## The question

Does aluminium in C₂H₅Al do better to keep its 3s electron pair and hold carbon by one bond, or to spend the pair on two more bonds? The first choice gives ethyl-Al, CH₃–CH₂–Al, with monovalent aluminium. The second gives vinyl-AlH₂, CH₂=CH–AlH₂, with trivalent aluminium. A cheap calculation is useful for such a question only if it treats both kinds of bonding equally well.

Isolated, neutral C₂H₅Al isomers, calculated with Ansatz 0.2.0 (HF/STO-3G and, as the functional level, r2SCAN-D4/def2-SVP) and xtb 6.7.1 (GFN2-xTB). All energies are electronic energies at shapes relaxed with GFN2-xTB. The HF and r2SCAN runs are spin-restricted for singlets and unrestricted for triplets.

```tsv
system	first multiplicity	second multiplicity	first isomer	second isomer	at hf sto 3g (kcal/mol)	at gfn2 xtb (kcal/mol)	at functional level (kcal/mol)
C2H5Al #c0b	1	1	CH2(1) CH3(2) Al(3); links 1-3, 2-3	CH2(1) CH(2) AlH2(3); links 1-2, 2-3	-57.12	-33.57	-27.25
C2H5Al #9e1	1	1	CH2(1) CH2(2) AlH(3); links 1-2, 1-3, 2-3	CH3(1) CH2(2) Al(3); links 1-2, 2-3	-31.40	-5.98	-20.72
C2H5Al #9f5	3	1	CH3(1) C(2) AlH2(3); links 1-2, 2-3	CH(1) CH3(2) AlH(3); links 1-2, 1-3	53.39	-27.73	0.68
C2H5Al #ad9	1	1	CH3(1) CH2(2) Al(3); links 1-2, 2-3	CH2(1) CH(2) AlH2(3); links 1-2, 2-3	9.53	-24.79	4.67
C2H5Al #9cc	1	1	CH2(1) CH2(2) AlH(3); links 1-2, 1-3, 2-3	CH2(1) CH3(2) Al(3); links 1-3, 2-3	35.25	2.80	11.20
C2H5Al #a43	1	1	CH2(1) CH(2) AlH2(3); links 1-2, 2-3	CH2(1) CH2(2) AlH(3); links 1-2, 1-3, 2-3	21.87	30.77	16.05
C2H5Al #5be	1	1	CH3(1) CH2(2) Al(3); links 1-2, 2-3	CH2(1) CH3(2) Al(3); links 1-3, 2-3	66.65	8.78	31.92
C2H5Al #14d	1	3	CH3(1) CH2(2) Al(3); links 1-2, 2-3	CH3(1) C(2) AlH2(3); links 1-2, 2-3	33.61	37.39	50.74
```

Each energy is that of the second isomer less that of the first, so a positive value favours the first. The eight rows connect six structures, and adding or subtracting rows compares any two of them. The r2SCAN column serves here as the yardstick. It is the best of the three levels, but still a calculation with errors of its own, and its runs made no search for lower electronic states.

## When an error changes the order

Every method misplaces each isomer by some amount. In a comparison of two isomers only the difference of these amounts counts:

cheap gap = r2SCAN gap + (error of second isomer − error of first isomer)

This is bookkeeping, but it shows what to look for. Similar bonding tends to give similar errors, which cancel. The order is lost when the errors differ by more than the gap and in the opposite direction.

Over all fifteen pairs of the six structures, GFN2 misses the r2SCAN gap by 18 kcal/mol on average and Hartree–Fock (HF) by 25. Yet GFN2 reverses two pairs and HF only one. One of the GFN2 reversals concerns a gap of 0.68 kcal/mol, which r2SCAN itself doesn't settle. A mean error therefore says little about an order unless one also knows how close the isomers lie and how differently they are bonded.

## GFN2: the valence of aluminium

The clear reversal is the opening question itself. r2SCAN puts vinyl-AlH₂ 4.67 kcal/mol above ethyl-Al, while GFN2 puts it 24.79 below. Keeping the 3s pair saves the energy needed to prepare aluminium for three bonds. Spending it gains two Al–H bonds and the second bond of C=C, at the price of two C–H bonds. These large terms nearly balance, and a modest relative error in any of them is enough to tip the result.

GFN2 describes an element by one set of parameters, whatever its valence. A possible reason for the reversal, untested here, is that this set suits ordinary trivalent aluminium better than the monovalent atom with its lone pair. In line with this, GFN2 places all five other isomers too low relative to ethyl-Al, by 13 to 42 kcal/mol. The evidence is modest: ethyl-Al is the only isomer here with monovalent aluminium, and in any set of six some structure must have the most extreme error.

## Spin: two cheap levels, two opposite errors

The isomer CH₃–C–AlH₂ is a triplet carbene: two electrons with parallel spins occupy different orbitals on carbon. Vinyl-AlH₂ is a fair partner for it, because both carry the same AlH₂ group and part of the aluminium error should cancel. r2SCAN puts the triplet 46 kcal/mol above vinyl-AlH₂. GFN2 gives 62 and HF gives 24.

Both deviations have the direction that theory leads one to expect from spin, though the two isomers also differ by a carbon–carbon double bond, whose error is mixed in. Electrons with parallel spins avoid each other, which lowers their repulsion. GFN2 has no energy term that rewards this, so it places the triplet too high. HF includes the avoidance between parallel spins but leaves out the correlated motion of opposite spins, which matters more in the singlet, and so it places the triplet too low.

The partner matters, however. Measured against ethyl-Al, the same triplet comes out 13 kcal/mol too low in GFN2. The error attached to ethyl-Al then outweighs the one attached to spin. A known fault of a method is thus a safe guide to the sign of a miss only when its other errors nearly cancel.

## HF: short aluminium–carbon bonds

HF with its minimal basis is at its best for the three isomers that r2SCAN finds lowest. It orders ethyl-Al, vinyl-AlH₂ and the three-membered ring correctly, and places the last two within about 11 kcal/mol of their r2SCAN positions relative to ethyl-Al. The trouble begins with CH₂AlCH₃ and CH₃CHAlH. HF places both about 35 kcal/mol too high on the same scale.

These two isomers share a short aluminium–carbon bond of about 1.9 Å, a nearly linear aluminium and a pyramidal carbon. Such a carbon carries much of the bonding charge and leans it towards the electron-poor aluminium. A minimal basis gives the charge little freedom to change shape, and HF omits the correlation of the electrons crowded into the short bond. Both defects probably raise the energy of these isomers more than that of ethyl-Al, and the table can't divide the error between them.

The r2SCAN energies of these two isomers also deserve caution. Both were calculated as closed-shell singlets, and an open-shell state could lie lower. Their place in the order is therefore less secure than that of the three lowest isomers. The place of the triplet carbene isn't secure either: it lies only 0.68 kcal/mol from CH₃CHAlH, and no singlet state of it is given here.

The HF errors do most harm when they meet in one comparison. Take the triplet carbene less CH₂AlCH₃, for which r2SCAN gives 18.82 kcal/mol. Relative to ethyl-Al, HF has the carbene 17.13 too low and CH₂AlCH₃ 34.73 too high:

18.82 − 17.13 − 34.73 = −33.04 kcal/mol

The order is reversed by a wide margin. The carbene against CH₃CHAlH shows a miss of similar size, 52.71 kcal/mol, though there the errors widen the gap and the order survives. Among these isomers, the triplet against a closed-shell one with a short aluminium–carbon bond is the comparison in which to trust this level least.

## What accuracy does the purpose need?

To predict which isomer dominates at equilibrium, one needs errors of about 1 kcal/mol. At room temperature a change of 1.4 kcal/mol alters the ratio of two isomers tenfold. Neither cheap level comes near this, and r2SCAN in its small basis doesn't guarantee it either. When ethyl-Al, vinyl-AlH₂ and the ring were relaxed with r2SCAN in a larger basis, all three orders survived, but the gaps moved by up to 2.5 kcal/mol.

That refinement changed basis and shape together, so the shift can't be assigned to one of them. It does show that the GFN2 shapes were adequate starting points for these three isomers. The ring is the visible exception in detail: its carbon–carbon bond shrank from about 1.7 to 1.6 Å. Even so, it kept its place.

Discarding hopeless candidates demands less, provided the energy window is wide. GFN2 takes vinyl-AlH₂ as the lowest of the six, and ethyl-Al, the r2SCAN favourite, lies 25 kcal/mol higher. A narrower window would throw away the best candidate. A window as wide as the largest GFN2 miss, 42 kcal/mol, keeps every isomer here except the triplet carbene.

This matters for organoaluminium precursors, from which aluminium contacts and aluminium oxide gate dielectrics are deposited. A narrow GFN2 screen could remove a monovalent aluminium fragment before its reactions are ever examined. The energies themselves describe isolated molecules and say nothing of barriers or of reactions at the growing surface.

## What the levels cost

A rough cost follows from the number of basis functions, if the work grows as its cube. HF in the minimal basis uses 24 functions for this molecule, and r2SCAN in the small basis uses 71:

(71/24)³ ≈ 26

The larger basis has 129 functions, which by the same rule costs another factor of six. This is a scaling argument for one energy at a fixed shape, not a timing. A relaxation multiplies the cost by its number of steps.

GFN2 is cheaper than all of these, because it replaces most electron-repulsion integrals by parametrised formulas. Its proper work is the expensive part of a search: relaxing many trial shapes. HF in a minimal basis costs more than GFN2 and isn't clearly more dependable. It does find the r2SCAN favourite here, but its mean miss is larger and it reverses a gap of 18.82 kcal/mol. The misses and reversals behind this advice are printed after the text; no model was fitted.

## A rule and an open question

For isomers like these, let GFN2 make the shapes and keep a window of some 40 kcal/mol within each spin state. Then let r2SCAN in the small basis decide gaps well above the few kcal/mol by which refinement moves them, and refine whatever lies closer. Other elements and bond types need their own test of how wide the window must be.

The opening question belongs to that last group. After refinement ethyl-Al leads vinyl-AlH₂ by only 2.5 kcal/mol in electronic energy. Vinyl-AlH₂ has two Al–H bonds where ethyl-Al has C–H bonds, and Al–H bonds are softer and hold less zero-point energy. That correction should favour vinyl-AlH₂ and may match or exceed the gap, so which of the two is truly lower remains open.

Printed output of the fit:

```
Difference from r2SCAN at the same shapes (kcal/mol):
          row  HF less r2SCAN  GFN2 less r2SCAN
  C2H5Al #c0b          -29.87             -6.32
  C2H5Al #9e1          -10.68             14.74
  C2H5Al #9f5           52.71            -28.41
  C2H5Al #ad9            4.86            -29.46
  C2H5Al #9cc           24.05              -8.4
  C2H5Al #a43            5.82             14.72
  C2H5Al #5be           34.73            -23.14
  C2H5Al #14d          -17.13            -13.35
Mean size of HF miss over all 15 pairs of the six structures (kcal/mol): 24.9
Mean size of GFN2 miss over all 15 pairs of the six structures (kcal/mol): 17.7
Pairs of 15 whose order HF reverses against r2SCAN: 1
Pairs of 15 whose order GFN2 reverses against r2SCAN: 2
CH3CHAlH less ethyl-Al at HF (kcal/mol): 87
CH3CHAlH less ethyl-Al at GFN2 (kcal/mol): 9.66
CH3CHAlH less ethyl-Al at r2SCAN (kcal/mol): 51.42
GFN2 miss for CH3CHAlH less ethyl-Al (kcal/mol): -41.76
Triplet carbene less vinyl-AlH2 at HF (kcal/mol): 24.08
Triplet carbene less vinyl-AlH2 at GFN2 (kcal/mol): 62.18
Triplet carbene less vinyl-AlH2 at r2SCAN (kcal/mol): 46.07
HF miss for triplet carbene less vinyl-AlH2 (kcal/mol): -21.99
GFN2 miss for triplet carbene less vinyl-AlH2 (kcal/mol): 16.11
Triplet carbene less CH2AlCH3 at HF (kcal/mol): -33.04
Triplet carbene less CH2AlCH3 at GFN2 (kcal/mol): 28.61
Triplet carbene less CH2AlCH3 at r2SCAN (kcal/mol): 18.82
Vinyl-AlH2 less ethyl-Al relaxed with def2-TZVP (kcal/mol): 2.508
Ring less vinyl-AlH2 relaxed with def2-TZVP (kcal/mol): 15.7
Ethyl-Al less ring relaxed with def2-TZVP (kcal/mol): -18.21
Change of ethyl-Al less ring on this refinement (kcal/mol): 2.512
Largest difference in D4 energy between two of the six structures (kcal/mol): 0.1697
Rough cubic cost ratio def2-SVP to STO-3G from basis size: 25.89
Rough cubic cost ratio def2-TZVP to def2-SVP from basis size: 5.998
Energy that changes an equilibrium ratio tenfold at 298 K (kcal/mol): 1.364
```
